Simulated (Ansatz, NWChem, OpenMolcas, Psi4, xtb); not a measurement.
CH6Si (methylsilane): the HOMO–LUMO gap, rung by rung

CH6Si has 8 atoms, charge 0, and is taken as a singlet. As SMILES, `C[SiH3]`. The coordinates come from a PBE0-D4/def2-TZVP relaxation.

Quantity: the HOMO–LUMO gap, in eV. The values are calculated.

```json
{"level": "GFN0-xTB", "kind": "semi-empirical", "program": "xtb", "value (eV)": "5.87", "CPU time": "under 2 s"}
{"level": "HF/def2-TZVP", "kind": "Hartree–Fock", "program": "NWChem", "value (eV)": "15.65", "CPU time": "50 s"}
{"level": "SVWN5/def2-TZVP", "kind": "LDA", "program": "NWChem", "value (eV)": "7.75", "CPU time": "36 s"}
{"level": "revPBE/def2-TZVP", "kind": "GGA", "program": "Ansatz", "value (eV)": "7.85", "CPU time": "5.9 s"}
{"level": "r2SCAN/def2-TZVP", "kind": "meta-GGA", "program": "OpenMolcas", "value (eV)": "8.71", "CPU time": "61 s"}
{"level": "r2SCAN0/def2-TZVP", "kind": "hybrid meta-GGA", "program": "Ansatz", "value (eV)": "10.50", "CPU time": "11 s"}
{"level": "wB97X/def2-TZVP", "kind": "range-separated hybrid", "program": "Psi4", "value (eV)": "14.32", "CPU time": "69 s"}
{"level": "PBE-QIDH/def2-TZVP", "kind": "double hybrid", "program": "Ansatz", "value (eV)": "13.47", "CPU time": "8.5 s"}
```

The values span 5.87 to 15.65 eV. Orbital gaps aren't excitation energies, and those of double hybrids come from the SCF part alone; they tend to grow with the share of exact exchange. CPU times are rough (shared hosts, several kinds of processor and program).

The gap of methylsilane depends mainly on how exchange is treated. The cleanest comparison is r2SCAN with r2SCAN0, where admixing exact exchange widens it from 8.71 to 10.50 eV. Exact exchange removes an occupied electron's repulsion with itself and so lowers the σ-bonding HOMO, whereas an empty orbital has no such self-term to cancel and feels the repulsion of all the electrons. A semilocal potential acts alike on both and leaves them closer together. wB97X lies above PBE-QIDH despite its smaller short-range share, which suggests that full exchange at long range matters as much as the overall fraction. GFN0-xTB, below even the LDA, stands outside this sequence.

A wide gap fits a saturated molecule with only σ bonds and no low-lying π* orbital, but the spread is too large to single out one value. Methylsilane isn't expected to bind an extra electron, so the LUMO at the Hartree–Fock end is probably a continuum-like level held up by the compact basis, and diffuse functions would narrow that gap.
